For the anion GeF₃⁻, the energy needed to remove an electron can be estimated by taking the negative of a printed HOMO level and adding a correction that depends only on the functional's share of exact exchange. The correction is 3.3 eV without exact exchange and falls by 4.2 eV on the way to full exact exchange, so it changes sign. The estimate stays within 0.2 eV of the computed ionisation energy for all four methods that have a HOMO. Two of them, PBE and HF, set the constants; PBE0 and r2SCAN test them.

Vertical ionisation energies (neutral minus anion) and HOMO levels of the anion GeF₃⁻ (singlet, gas phase), calculated by DFT, HF and MP2 with PySCF 2.14.0 and the def2-SVPD basis at one PBE0 geometry (Ge–F 1.84 Å, F–Ge–F 95°). All runs are non-relativistic and use density fitting; neutral GeF₃ is spin-unrestricted, and MP2 keeps the core orbitals frozen.

```csv
method,"exact exchange, long range (%)",ionisation (eV),HOMO (eV)
PBE,0,4.21,-0.93
r2SCAN,0,4.27,-1.15
PBE0,25,4.40,-2.07
HF,100,3.74,-4.70
MP2,n/a,4.25,n/a
```

### The level and the removal energy differ

The HOMO is the highest filled orbital level, and its negative is often read as the cost of taking an electron away. In PBE that reading would give 0.93 eV, less than a quarter of the 4.21 eV found when the energies of the anion and of neutral GeF₃ are subtracted. The anion therefore holds its electron far more firmly than its PBE level suggests. In HF the error is reversed, and the level overstates the cost by about 1 eV.

The two columns also behave very differently from method to method. Between PBE and HF the HOMO sinks by 3.77 eV, while all the ionisation energies lie within 0.7 eV of each other. Every row uses the same geometry and basis, so the shift of the level comes from the method alone. A rule for converting one column into the other has to explain why the level is so much more sensitive than the energy difference.

### Why exact exchange sets the correction

Imagine the electron being removed in small portions. The HOMO gives the price of the first portion, whereas the ionisation energy is the average price over the whole electron. If the level stays put during removal, the two agree. If it sinks, the later portions cost more and the negative of the HOMO is too small.

Let $\varepsilon_\mathrm{H}$ be the HOMO energy of the intact anion and $q$ the fraction of the electron already removed. If the level sinks evenly by a total of $k$, the ionisation energy $I$ is

$$I=-\int_0^1(\varepsilon_\mathrm{H}-kq)\,dq=-\varepsilon_\mathrm{H}+\frac{k}{2}.$$

The correction is thus half the total movement of the level. The even movement is an assumption, and a reasonable one when the charge cloud keeps roughly the same shape throughout. The rule also takes the same orbital to be emptied in every method. This should be the lone pair on germanium, though the outputs don't show where the hole in the neutral molecule sits.

In functionals without exact exchange, such as PBE and r2SCAN, the level sinks because of self-interaction. The electron is repelled by the total charge cloud, which includes its own contribution, and the approximate exchange removes only part of this spurious repulsion. The intact anion therefore has a HOMO that lies too high. As the electron leaves, its self-repulsion leaves with it and the level drops.

Exact exchange cancels the self-repulsion completely, and a global hybrid such as PBE0 mixes it in by the same share at all distances. To a first approximation the correction should then fall in a straight line with that share. What remains in HF is the response of the other electrons, which rearrange once one of them has gone and so stabilise the neutral molecule. This relaxation makes removal cheaper than the HF level implies, which is why the correction ends up negative.

The size of the effect also makes sense. Half the electrostatic energy of two elementary charges one Ge–F bond length apart is about 4 eV, the same order as the fall in the correction. The actual extent of the orbital isn't known here, and the estimate ignores the part of the self-repulsion that approximate exchange does remove, so only the order of magnitude counts. The picture does suggest which way a neighbouring case should go: an electron spread over a larger region repels itself less, and its correction should depend less on exact exchange.

### The rule on two rows

With $x$ as the share of exact exchange, written as a fraction between 0 and 1, the rule reads

$$I\approx-\varepsilon_\mathrm{H}+(3.3-4.2\,x)\ \text{eV}.$$

The first constant is the rounded correction that PBE needs, and the second is the rounded difference between the corrections of PBE and HF. The good agreement in those two rows is therefore built in.

PBE0 has a quarter of exact exchange and a HOMO at −2.07 eV. The correction is $3.3-4.2\times0.25=2.25$ eV, and the estimate follows as

$$I\approx2.07+2.25=4.32\ \text{eV}.$$

The direct calculation gives 4.40 eV, so the estimate is 0.08 eV too low. Using the PBE correction unchanged would have missed by nearly 1 eV, which shows that the dependence on exact exchange is needed.

For r2SCAN the share is zero and the full 3.3 eV applies. Its HOMO at −1.15 eV leads to $1.15+3.3=4.45$ eV, against a computed 4.27 eV. This is the largest miss of the four, and its origin is plain from the form of the rule. PBE and r2SCAN receive the same correction because they have the same share, although they treat semilocal exchange and correlation differently.

### What the accuracy is worth

The rule's achievement lies in the correction, which spans more than 4 eV and is reproduced to within 0.2 eV, although both ends of that span are fitted. It doesn't resolve the small differences between functionals. It places r2SCAN above PBE0, whereas the computed order is the reverse. Simply reusing the PBE ionisation energy would serve these two test rows about as well and needs less input, since the rule's constants take the ionisation energies of both PBE and HF. What the rule adds is the link between level and energy, not a better number for these rows.

It is tempting to skip the level and interpolate the ionisation energy itself between PBE and HF. For PBE0 this gives 4.09 eV, about 0.3 eV too low, and it predicts a fall from PBE where the calculation finds a rise. Part of the reason is probably that HF differs from PBE in two respects: it has exact exchange, and it lacks electron correlation. PBE0 takes over a share of the first but keeps the whole of PBE's correlation, so it needn't lie on a line towards HF. If that correlation is worth about as much as in MP2, 0.51 eV, a quarter of it makes up only 0.13 eV of the miss, and the rest isn't explained here.

The correction suffers less from this mismatch. Correlation normally binds the outer electron more strongly, which lowers the HOMO and raises the ionisation energy. When the two are added to form the correction, much of the effect should cancel. The smaller miss for PBE0 fits this argument, though a single hybrid is thin evidence for it.

The rule aims at the ionisation energy of the method that supplied the level, and it inherits that method's errors. HF shows this clearly. Adding MP2 correlation raises its ionisation energy by 0.51 eV, to 4.25 eV, because the anion gains more correlation energy than the neutral molecule. The corrected HF level reproduces the HF result well and still lies almost half an electronvolt below MP2.

The negative of the HF level, taken without correction, is no better, since it lies about as far above the MP2 value. Leaving out relaxation makes removal look too expensive, and leaving out correlation makes it look too cheap. Here the first error is the larger, so the two cancel only in part. A level that happens to fall near a better energy would not show that either effect is small.

Two further limits concern the use of the number. The ionisation energies are vertical, meaning that the neutral molecule keeps the shape of the anion; letting it relax would lower the cost. The rule also applies only to removing an electron. The LUMO levels, which aren't printed here, are all positive. An extra electron isn't expected to stay on this anion, and the levels of an unbound electron depend strongly on the basis, so no correction of this kind turns them into a reliable attachment energy.

The printed analysis below lists the corrections and estimates for each method, with the constants taken from PBE and HF alone.

For a quick reading of a HOMO of this anion, take its negative and add 3.3 eV for a functional without exact exchange and about 2¼ eV for a global hybrid with a quarter of it, and treat differences below 0.2 eV as unresolved. Between a quarter and full exact exchange the straight line is an interpolation without a test. For another ion the constants would have to be renewed, which takes one PBE and one HF calculation, each on the ion with and without the electron. Whether the straight line holds there too isn't tested here, so a hybrid calculation should check it.

Output of the analysis:

```
Constant A fixed by PBE (eV): 3.28
Constant B fixed by PBE and HF (eV): 4.24
Correction in eV:
     row  minus HOMO  needed correction  correction by rule
     PBE        0.93               3.28                 3.3
  r2SCAN        1.15               3.12                 3.3
    PBE0        2.07               2.33                2.25
      HF         4.7              -0.96                -0.9
Removal energy in eV:
     row  estimate by rule  computed  estimate less computed
     PBE              4.23      4.21                    0.02
  r2SCAN              4.45      4.27                    0.18
    PBE0              4.32       4.4                   -0.08
      HF               3.8      3.74                    0.06
     MP2               n/a      4.25                     n/a
Largest miss of the rule over the four rows with a HOMO (eV): 0.18
Mean absolute miss on the two test rows r2SCAN and PBE0 (eV): 0.13
Reusing the PBE removal energy, miss for r2SCAN (eV): -0.06
Reusing the PBE removal energy, miss for PBE0 (eV): -0.19
Reusing the PBE removal energy, miss for HF (eV): 0.47
Straight line through removal energies, estimate for PBE0 (eV): 4.093
Straight line through removal energies, miss for PBE0 (eV): -0.3075
Using the PBE correction unchanged for PBE0, miss (eV): 0.95
Range of HOMO levels from PBE to HF (eV): 3.77
Rise of removal energy from HF to MP2 (eV): 0.51
HF minus-HOMO less MP2 removal energy (eV): 0.45
Half of e2/d at the bond length, order of magnitude for B (eV): 3.913
Share of exact exchange where the rounded rule needs no correction (%): 78.57
```
